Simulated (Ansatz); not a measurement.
# Ni: the change of pressure with volume per atom

All results are calculated (Ansatz 0.2.0). Periodic Kohn-Sham DFT of a crystal at fixed atoms; pressure and stress are positive in compression; the energy is the free energy less that of spherical unpolarised free atoms; site moments are those in the method's own spheres, positive along +z.

Cell of the first row (space group Fm-3m, No. 225):
```
CELL_PARAMETERS angstrom
0.00000 1.74410 1.74410
1.74410 0.00000 1.74410
1.74410 1.74410 0.00000
ATOMIC_POSITIONS crystal
Ni 0.00000 0.00000 0.00000
```

Settings of every row: method frozen-core PAW; functional PBE; relativity scalar; k mesh 18x18x18; filling fermi-dirac; smearing width 0.05 eV; wave cutoff 420 eV; paw set soft_2.

Atom:
| element | start moment (bohr magneton) |
| --- | --- |
| Ni | 1.5 |

Limits: with one magnetic atom in the cell only parallel moments are possible.

| row | volume per atom (Å³) | pressure (GPa) | cell moment (bohr magneton) |
| --- | --- | --- | --- |
| 1 | 10.61 | 5.464 | 0.618 |
| 2 | 10.831 | 1.025 | 0.621 |
| 3 | 11.052 | ? | ? |
| 4 | 11.273 | -6.396 | 0.628 |
| 5 | 11.494 | -9.479 | 0.633 |

Question: what pressure should row 3 give?

Worked fit of pressure. Take u = (V_r/V)^(2/3) − 1 with V_r = 11.052 Å³ an atom, which is twice the finite (Eulerian) strain; such expansions in the strain, on which the Birch-Murnaghan equation of state is built, carry the rest volume and the bulk modulus. The shown rows have u = 0.02758, 0.01356, -0.01311, -0.0258. Least squares give pressure = −2.9122 + 278.204 × u + 921.6 × u² GPa; a straight line predicts inner rows, each left out in turn, worse (root mean square 0.38 against 0.012 GPa). The rows lie off it by 0.002, -0.005, 0.005, -0.003 (root mean square 0.004 GPa). The pressure vanishes at u = 0.0101, or V = 10.89 Å³ an atom, and there the bulk modulus at fixed shape and fractions is B = −V dP/dV = (2/3)(1 + u) dP/du = 200 GPa. The withheld row has u = 0, so the fit gives −2.9122 + 278.204 × (0) + 921.6 × (0)² = -2.912 GPa.

The calculation gave -2.911 GPa. The fit lies 0.001 GPa (0.0067 % of the column's range) below it, one unit of the last digit.

The other values of row 3: cell moment 0.625 bohr magneton.
